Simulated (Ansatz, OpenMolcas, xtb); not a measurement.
**A ladder of methods for SbH3 (stibine)**

SbH3 has 4 atoms, charge 0, and is taken as a singlet. As SMILES, `[SbH3]`. Geometry: relaxed at PBE0-D4/def2-TZVP.

| atom | x (Å) | y (Å) | z (Å) |
| --- | --- | --- | --- |
| Sb | 0.4563 | -0.3098 | -0.4645 |
| H | 0.8439 | 0.0722 | 1.1539 |
| H | -1.0391 | -0.9844 | 0.0089 |
| H | -0.2610 | 1.2219 | -0.6983 |

Quantity: the vertical ionisation energy (to the doublet cation), in eV. The values are calculated.

| level | kind | program | value (eV) | CPU time (all runs) |
| --- | --- | --- | --- | --- |
| GFN2-xTB | semi-empirical | xtb | 13.97 | under 2 s |
| HF/def2-TZVPP (core potential) | Hartree–Fock | OpenMolcas | 8.98 | 16 s |
| SVWN5/def2-TZVPP (core potential) | LDA | OpenMolcas | 10.05 | 28 s |
| BLYP/def2-TZVPP (core potential) | GGA | OpenMolcas | 9.82 | 48 s |
| r2SCAN/def2-TZVPP (core potential) | meta-GGA | OpenMolcas | 9.88 | 70 s |
| PBE0/def2-TZVPP (core potential) | global hybrid | OpenMolcas | 9.87 | 41 s |
| FCI/STO-3G | exact in the basis | Ansatz | 6.43 | 1.2 s |

All-electron rows without a relativistic Hamiltonian named are non-relativistic, while core potentials hold scalar relativity, so basis and relativity change together. Spin-orbit coupling, which can split open shells on such heavy atoms by tenths of an eV, is left out. The values span 6.43 to 13.97 eV. The xTB values lack the empirical shift that such differences need. High-level rows in very small sets aren't better than simpler rows in larger ones. Times are those of the runs behind each value, whatever else they computed, on shared processors of several kinds: orders of magnitude only.

The four density functionals place the vertical ionisation energy of stibine between 9.82 and 10.05 eV, while Hartree–Fock gives 8.98 eV in the same basis. The electron leaves the antimony-centred lone-pair orbital, which has substantial valence p character. Ionisation breaks up that pair, so the neutral molecule has more correlation energy to lose than the cation has to keep. Hartree–Fock omits this stabilisation and therefore puts the two states too close together.

The full-CI value of 6.43 eV is far too low for a lone pair of this kind. The likely cause is the minimal basis, whose fixed radial functions describe the neutral molecule less well than the cation; exact correlation within that space cannot repair the imbalance. The narrow spread among the functionals supports an ionisation energy near their common range, but doesn't establish which of them is most accurate. Nor do these vertical values give the adiabatic threshold, which should lie lower because the cation relaxes towards a flatter pyramid.
